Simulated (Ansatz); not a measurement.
# Abstraction of H: InH3 + SbH(CH2)(CH3) → InH2 + SbH(CH3)2

Species: InH3 `[InH3]`, singlet; SbH(CH2)(CH3), doublet; InH2 `[InH2]`, doublet; SbH(CH3)2, singlet. A radical takes H: the energy is the difference in strength between the In–H bond broken and the C–H bond made.

Shapes, held fixed at every level: PBE0-D4/def2-TZVP. Flexible molecules stand in one conformer, not always the lowest. Programs: Ansatz 0.2.0. The zero-point and thermal change to 298 K, harmonic and unscaled (PBE0-D4/def2-TZVP), is +15.3 kJ/mol.

Q: Estimate ΔH(298 K) of this reaction.

A: The highest level, CCSD(T)/def2-TZVPP, gives ΔH(298 K) = -121.6 kJ/mol; the levels span -126.3 to -117.5. The column of differences is taken from that level and isn't an error. No measured value is set beside it here. Open shells run unrestricted unless RO is named. For atoms past krypton def2 sets carry core potentials with scalar relativity. Correlated rows may include outer-core shells of In, Sb, which these sets cover unevenly. Times are processor times on shared x86 and Arm servers, and rough.

```tsv
level	kind	ΔH(298 K) (kJ/mol)	less CCSD(T)/def2-TZVPP	CPU time (sum over the molecules)
r2SCAN-D4/def2-TZVPP	meta-GGA	-117.9	+3.7	42 s
B3LYP-D4/def2-TZVPP	global hybrid	-126.3	-4.7	28 s
BHLYP-D4/def2-TZVPP	global hybrid	-119.1	+2.5	26 s
r2SCAN0-D4/def2-TZVPP	global hybrid	-117.5	+4.1	43 s
wB97X-V/def2-TZVPP	range-separated hybrid	-117.5	+4.1	62 s
B2PLYP/def2-TZVPP	double hybrid	-126.3	-4.7	40 s
CCSD(T)/def2-TZVPP	coupled cluster or CI	-121.6	0.0	21 min
```

Hydrogen transfer from indium to carbon is strongly exothermic at every level, with ΔH(298 K) = -121.6 kJ/mol from coupled cluster. The C–H bond made is therefore much stronger than the In–H bond broken. Carbon's compact valence orbitals overlap well with hydrogen 1s, whereas indium's diffuse 5s and 5p orbitals bind it more weakly. The positive vibrational and thermal term fits this picture, since stiff C–H motions replace softer In–H ones, and it offsets only a small part of the electronic driving force.

One bond is exchanged for another and each side carries one radical, so much of the correlation error probably cancels, which would explain the modest spread. Extra exact exchange has no uniform effect: it makes the reaction clearly less exothermic from B3LYP to BHLYP, but barely changes it from r2SCAN to r2SCAN0. The driving force belongs to the carbon-centred radical and can't be carried over to an antimony-centred isomer, where a typically weaker Sb–H bond would be formed.
